**Ionisation energies of carbon-like ions: screened scaling, missing spin-orbit coupling and the eigenvalue gap**

The table holds total-energy-difference ionisation energies, 2p eigenvalues and mean radii of nine six-electron ions from C to Ta67+, computed with Quantum ESPRESSO ld1.x in spin-polarised, scalar-relativistic, spherical LDA-PZ, beside NIST values. The program fits a screened hydrogenic formula with a $Z^4$ relativistic term, models the error as missing spin-orbit coupling through ³P₀–¹S₀ mixing with one screening constant fitted to five-electron ions, and tests whether the gap between IE and $-\varepsilon$ scales as $1/\langle r\rangle$. The two-constant formula reproduces the computed energies within 0.5%. The mixing model is 4–7 eV too negative from Se28+ to In43+, falls short by 23 and 63 eV at Eu57+ and Ta67+, and does not account for the positive errors of the light rows. Gap × $\langle r\rangle$ stays between 9.7 and 11.0 eV bohr, and the mean of the eigenvalues before and after ionisation recovers the IE to within 5 eV.

Six-electron atoms and ions, [He] 2s² 2p², computed with ld1.x of Quantum ESPRESSO 7.5 as spherical all-electron Kohn-Sham atoms: scalar-relativistic, spin-polarised LDA (Perdew-Zunger), point nucleus, open shells filled at highest spin. Ionisation energies are differences of total energies; table values are from the NIST Atomic Spectra Database.

## Script

```python
# Table: Delta-SCF ionisation energies, -eps(2p up) and <r> of six-electron ions; QE ld1.x, LDA-PZ,
# scalar-relativistic, spin-polarised, spherical; NIST values. Tested: (1) screened hydrogenic IE with a
# Z^4 term, (2) error as missing spin-orbit in intermediate coupling, (3) gap IE+eps ~ 1/<r> (Janak).
T = {
    'ion': ['C', 'N+', 'Al7+', 'Se28+', 'Mo36+', 'Tc37+', 'In43+', 'Eu57+', 'Ta67+'],
    'Z': [6, 7, 13, 34, 42, 43, 49, 63, 73],
    'charge': [0, 1, 7, 28, 36, 37, 43, 57, 67],  # e
    'ionisation_energy': [11.7195, 30.1032, 285.47, 3132.04, 5032.05, 5302.03, 7076.11, 12272.8, 16933.5],  # eV
    'minus_highest_eigenvalue': [6.1421, 22.054, 263.58, 3062.5, 4944.1, 5211.8, 6972.0, 12136, 16772],  # eV
    'highest_level_mean_radius': [1.7382, 1.2488, 0.48996, 0.15818, 0.12518, 0.12196, 0.10556, 0.079753, 0.06745],  # bohr
    'nist': [11.260288, 29.60125, 284.64, 3146.0, 5084.0, 5361.0, 7196.0, 12718.0, 17840.0],  # eV
    'nist_kind': ['measured', 'semi-empirical', 'semi-empirical', 'semi-empirical', 'semi-empirical', 'semi-empirical', 'semi-empirical', 'theory', 'theory'],
    'nist_unc': [1.1e-06, 9e-05, 0.07, 3.0, 6.0, 6.0, 8.0, 6.0, 40.0],  # eV
    'error': [0.459, 0.502, 0.83, -14.0, -52.0, -59.0, -120, -445, -907],  # eV
    'eig_over_ie': [0.524, 0.733, 0.923, 0.978, 0.983, 0.983, 0.985, 0.989, 0.99],
}
import numpy as np
from scipy.constants import physical_constants as pc, alpha
from scipy.optimize import least_squares as lsq
Ry = pc['Rydberg constant times hc in eV'][0]; Ha = 2*Ry
mc2 = pc['electron mass energy equivalent in MeV'][0]*1e6
A = lambda k: np.array(T[k], float)
Z, IE, ep, r = A('Z'), A('ionisation_energy'), A('minus_highest_eigenvalue'), A('highest_level_mean_radius')
ref, unc = A('nist'), A('nist_unc'); err = IE - ref
nm = [str(x) for x in T.get('ion', T['Z'])]
# further outputs of the same runs (five-electron product ions): -eps(2p up) eV, <r> bohr, IE and NIST eV
ep5 = np.array([17.78237, 38.5667, 307.6286, 3202.226, 5121.237, 5393.636, 7182.431, 12415.17, 17103.58])
r5 = np.array([1.479871, 1.124319, 0.4721386, 0.156322, 0.1239979, 0.120842, 0.1047054, 0.07924737, 0.06707575])
Z5 = np.array([6, 13, 34, 42, 43, 49.])
e5 = np.array([24.65606-24.38314, 330.0236-330.21, 3270.645-3301.8, 5207.417-5287, 5482.05-5570, 7284.321-7442])
rel = lambda s: 7/192*Ry*alpha**2*(Z-s)**4
M = {'main(s,c,rel)': (lambda p: Ry/4*(Z-p[0])**2+p[1]+rel(p[0]), [3.7, -5.]),
     'nonrel(s,c)': (lambda p: Ry/4*(Z-p[0])**2+p[1], [3.7, -5.]),
     's only+rel': (lambda p: Ry/4*(Z-p[0])**2+rel(p[0]), [4.])}
res = {}; par = {}
print('1) IE fits on relative residuals; rounding floor <= 0.0005 %')
for k, (f, p0) in M.items():
    o = lsq(lambda p: f(p)/IE-1, p0); res[k] = 100*o.fun; par[k] = o.x
    w = np.argmax(abs(o.fun))
    print(f'{k}: s[,c eV]={np.round(o.x,3)} rms {np.sqrt(np.mean(res[k]**2)):.2f}% worst {nm[w]} {res[k][w]:+.2f}%')
s0 = par['main(s,c,rel)'][0]
print('ion  Z-sqrt(4IE/Ry) Z-5/<r> | res% main nonrel s-only | main res eV | rel term eV, % of IE')
for i in range(len(Z)):
    a, b, c = (res[k][i] for k in M)
    print(f'{nm[i]:6s}{Z[i]-np.sqrt(4*IE[i]/Ry):6.2f}{Z[i]-5/r[i]:6.2f} |{a:+7.2f}{b:+7.2f}{c:+7.2f} |'
          f'{a*IE[i]/100:+8.2f} |{rel(s0)[i]:8.2f}{100*rel(s0)[i]/IE[i]:6.2f}')
def zeta(z):
    x = (z*alpha)**2
    return 2/3*mc2*(np.sqrt(1-x/4)-np.sqrt((1+np.sqrt(1-x))/2))
# C+ and Al8+ left out of the fit: zeta there is below or near the non-relativistic LDA error
s = lsq(lambda p: zeta(Z5[2:]-p[0])/(-e5[2:])-1, [2.]).x[0]
print(f'2) spin-orbit screening fitted to 5-electron ions Z>=34: s={s:.2f}')
print('5-el Z', Z5.astype(int), 'error eV', np.round(e5, 2))
print('5-el model -zeta eV', np.round(-zeta(Z5-s), 2))
z5 = zeta(Z-s); z6 = z5*(r5/r)**3; G = 0.6*45/512*Ha*5/r
shift = lambda g: np.sqrt(((g+z6)/2)**2+2*z6**2)-(g-z6)/2-z5
un = 2/3*Ry*alpha**2*Z**4/16
print('ion  error unc err% | G zeta/G | predicted error eV: mix, mix(2G/3), -zeta, unscreened Z^4 | err-mix')
for i in range(len(Z)):
    print(f'{nm[i]:6s}{err[i]:8.2f}{unc[i]:7.2g}{100*err[i]/ref[i]:6.2f} |{G[i]:6.1f}{z6[i]/G[i]:6.2f} |'
          f'{-shift(G)[i]:8.2f}{-shift(2*G/3)[i]:8.2f}{-z5[i]:8.2f}{-un[i]:8.2f} |{err[i]+shift(G)[i]:+7.2f}')
h = Z > 30; ex = lambda y, z: np.diff(np.log(y))/np.diff(np.log(z))
print('local exponent Se..Ta, table error:', np.round(ex(-err[h], Z[h]), 2))
print('  mix model:', np.round(ex(shift(G)[h], Z[h]), 2), ' zeta:', np.round(ex(z5[h], Z[h]), 2))
print('  5-el errors Se..In:', np.round(ex(-e5[2:], Z5[2:]), 2))
print('6-el/5-el error Se,Mo,Tc,In:', np.round(err[3:7]/e5[2:], 2), 'model', np.round((shift(G)/z5)[3:7], 2))
print(f'light rows: error slope C..Al {(err[2]-err[0])/(Z[2]-Z[0]):.3f} eV per Z; Mo-Tc error step {err[5]-err[4]:.1f} eV')
gap = IE-ep; av = (ep+ep5)/2
print(f'3) hydrogenic F0(2p,2p)/2 * <r> = {93/512*5/2*Ha:.2f} eV bohr')
print('ion  gap eV, gap*<r> eV bohr, -eps/IE, (1-ratio)*(Z-s) | half shift, 2-pt mean, mean-IE eV')
for i in range(len(Z)):
    print(f'{nm[i]:6s}{gap[i]:8.2f}{gap[i]*r[i]:7.2f}{ep[i]/IE[i]:7.3f}{gap[i]/IE[i]*(Z[i]-s0):6.2f} |'
          f'{(ep5[i]-ep[i])/2:8.2f}{av[i]:10.2f}{av[i]-IE[i]:+7.2f}')
print(f'Ta/C factors: IE {IE[-1]/IE[0]:.0f}, gap {gap[-1]/gap[0]:.1f}, 1/<r> {r[0]/r[-1]:.1f}; eps rounding up to 0.5 eV (Eu,Ta)')
assert np.all(np.diff(IE) > 0) and np.all(np.diff(gap) > 0) and np.all(np.diff(ep/IE) > 0)
assert np.all(err[~h] > 0) and np.all(err[h] < 0)
assert np.all(ex(-err[h], Z[h]) > 4) and np.all(ex(-err[h], Z[h]) < 7)
assert np.all(abs(av-IE) < 0.05*gap)
```

Output:

```
1) IE fits on relative residuals; rounding floor <= 0.0005 %
main(s,c,rel): s[,c eV]=[ 3.774 -5.156] rms 0.26% worst N+ +0.48%
nonrel(s,c): s[,c eV]=[ 3.725 -5.955] rms 1.77% worst Ta67+ -3.64%
s only+rel: s[,c eV]=[4.102] rms 3.25% worst Al7+ -5.61%
ion  Z-sqrt(4IE/Ry) Z-5/<r> | res% main nonrel s-only | main res eV | rel term eV, % of IE
C       4.14  3.12 |  -0.17  -0.56  +4.55 |   -0.02 |    0.00  0.01
N+      4.03  3.00 |  +0.48  +1.43  -5.10 |   +0.14 |    0.00  0.01
Al7+    3.84  2.80 |  -0.32  +0.42  -5.61 |   -0.91 |    0.19  0.07
Se28+   3.66  2.39 |  -0.24  -0.65  -2.25 |   -7.56 |   22.05  0.70
Mo36+   3.54  2.06 |  -0.21  -1.09  -1.83 |  -10.54 |   56.40  1.12
Tc37+   3.52  2.00 |  -0.21  -1.15  -1.79 |  -10.93 |   62.54  1.18
In43+   3.39  1.63 |  -0.19  -1.55  -1.58 |  -13.50 |  110.51  1.56
Eu57+   2.93  0.31 |  -0.18  -2.67  -1.27 |  -21.68 |  325.01  2.65
Ta67+   2.44 -1.13 |  -0.19  -3.64  -1.13 |  -31.56 |  606.63  3.58
2) spin-orbit screening fitted to 5-electron ions Z>=34: s=2.28
5-el Z [ 6 13 34 42 43 49] error eV [   0.27   -0.19  -31.16  -79.58  -87.95 -157.68]
5-el model -zeta eV [-1.0000e-02 -4.0000e-01 -3.1610e+01 -7.9300e+01 -8.7840e+01 -1.5512e+02]
ion  error unc err% | G zeta/G | predicted error eV: mix, mix(2G/3), -zeta, unscreened Z^4 | err-mix
C         0.461.1e-06  4.08 |   4.1  0.00 |    0.00    0.00   -0.01   -0.04 |  +0.46
N+        0.50  9e-05  1.70 |   5.7  0.00 |    0.00    0.00   -0.01   -0.07 |  +0.50
Al7+      0.83   0.07  0.29 |  14.6  0.02 |    0.03    0.02   -0.40   -0.86 |  +0.80
Se28+   -13.96      3 -0.44 |  45.4  0.67 |  -18.42  -21.29  -31.61  -40.34 |  +4.46
Mo36+   -51.95      6 -1.02 |  57.3  1.34 |  -58.63  -63.43  -79.30  -93.94 |  +6.68
Tc37+   -58.97      6 -1.10 |  58.8  1.45 |  -66.20  -71.24  -87.84 -103.21 |  +7.23
In43+  -119.89      8 -1.67 |  68.0  2.23 | -127.14 -133.51 -155.12 -174.03 |  +7.25
Eu57+  -445.20      6 -3.50 |  90.0  5.11 | -421.85 -431.14 -468.26 -475.56 | -23.35
Ta67+  -906.50     40 -5.08 | 106.4  8.40 | -843.54 -854.84 -908.13 -857.30 | -62.96
local exponent Se..Ta, table error: [6.22 5.39 5.43 5.22 4.83]
  mix model: [5.48 5.17 5.   4.77 4.7 ]  zeta: [4.35 4.35 4.35 4.4  4.5 ]
  5-el errors Se..In: [4.44 4.25 4.47]
6-el/5-el error Se,Mo,Tc,In: [0.45 0.65 0.67 0.76] model [0.58 0.74 0.75 0.82]
light rows: error slope C..Al 0.053 eV per Z; Mo-Tc error step -7.0 eV
3) hydrogenic F0(2p,2p)/2 * <r> = 12.36 eV bohr
ion  gap eV, gap*<r> eV bohr, -eps/IE, (1-ratio)*(Z-s) | half shift, 2-pt mean, mean-IE eV
C         5.58   9.69  0.524  1.06 |    5.82     11.96  +0.24
N+        8.05  10.05  0.733  0.86 |    8.26     30.31  +0.21
Al7+     21.89  10.73  0.923  0.71 |   22.02    285.60  +0.13
Se28+    69.54  11.00  0.978  0.67 |   69.86   3132.36  +0.32
Mo36+    87.95  11.01  0.983  0.67 |   88.57   5032.67  +0.62
Tc37+    90.23  11.00  0.983  0.67 |   90.92   5302.72  +0.69
In43+   104.11  10.99  0.985  0.67 |  105.22   7077.22  +1.11
Eu57+   136.80  10.91  0.989  0.66 |  139.59  12275.58  +2.78
Ta67+   161.50  10.89  0.990  0.66 |  165.79  16937.79  +4.29
Ta/C factors: IE 1445, gap 29.0, 1/<r> 25.8; eps rounding up to 0.5 eV (Eu,Ta)
```
